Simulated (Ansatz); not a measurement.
## Ligand exchange: C2H7NSn + C4H8O2 → C2H6OSn + C4H9NO

Species: C2H7NSn `C[CH2][Sn][NH2]`, singlet; C4H8O2 (butyric acid) `CCCC(=O)O`, singlet; C2H6OSn `C[CH2][Sn][OH]`, singlet; C4H9NO `CCCC(N)=O`, singlet. The partners trade NH2 for OH: Sn–NH2 and C–OH bonds give way to Sn–OH and C–NH2.

Shapes, held fixed at every level: PBE0-D4/def2-TZVP. Flexible molecules stand in one conformer, not always the lowest. Programs: Ansatz 0.2.0. Electronic energies: no zero-point or thermal term.

```
               level                    kind  ΔE (kJ/mol)  less CCSD(T)/def2-TZVPP
       HF/def2-TZVPP            Hartree–Fock        -19.9                     -3.5
   PBE-D4/def2-TZVPP                     GGA        -25.8                     -9.4
r2SCAN-D4/def2-TZVPP                meta-GGA        -24.7                     -8.3
 B3LYP-D4/def2-TZVPP           global hybrid        -25.4                     -9.0
  wB97M-V/def2-TZVPP  range-separated hybrid        -22.0                     -5.6
      MP2/def2-TZVPP     perturbation theory        -18.1                     -1.7
     CCSD/def2-TZVPP   coupled cluster or CI        -17.0                     -0.6
  CCSD(T)/def2-TZVPP   coupled cluster or CI        -16.4                      0.0
```

The highest level, CCSD(T)/def2-TZVPP, gives ΔE = -16.4 kJ/mol; the levels span -25.8 to -16.4. The column of differences is taken from that level and isn't an error. No measured value is set beside it here. For atoms past krypton def2 sets carry core potentials with scalar relativity. Correlated rows may include outer-core shells of Sn, which these sets cover unevenly.

Every level makes the exchange exothermic, so the preference for hydroxide on tin and amide on carbon doesn't hinge on the treatment of correlation. The main driving force is probably the oxophilicity of tin(II): oxygen, more electronegative than nitrogen, forms the more polar and stronger bond to the electropositive metal. Nitrogen's better π donation into the empty tin 5p orbital offsets only part of this. On the carbon side, the stronger resonance of the amide largely makes up for the loss of the acid's C–O bond.

All the density functionals overshoot the coupled-cluster exothermicity, and by more than Hartree–Fock does, possibly because they balance the polar Sn–O and Sn–N bonds unevenly. The step from CCSD to CCSD(T) changes the energy by only 0.6 kJ/mol, which suggests that connected triples matter little to this balance. The exchange energy doesn't establish the course of the reaction, since a carboxylic acid would more readily protonate the amide ligand, giving a tin carboxylate and ammonia.
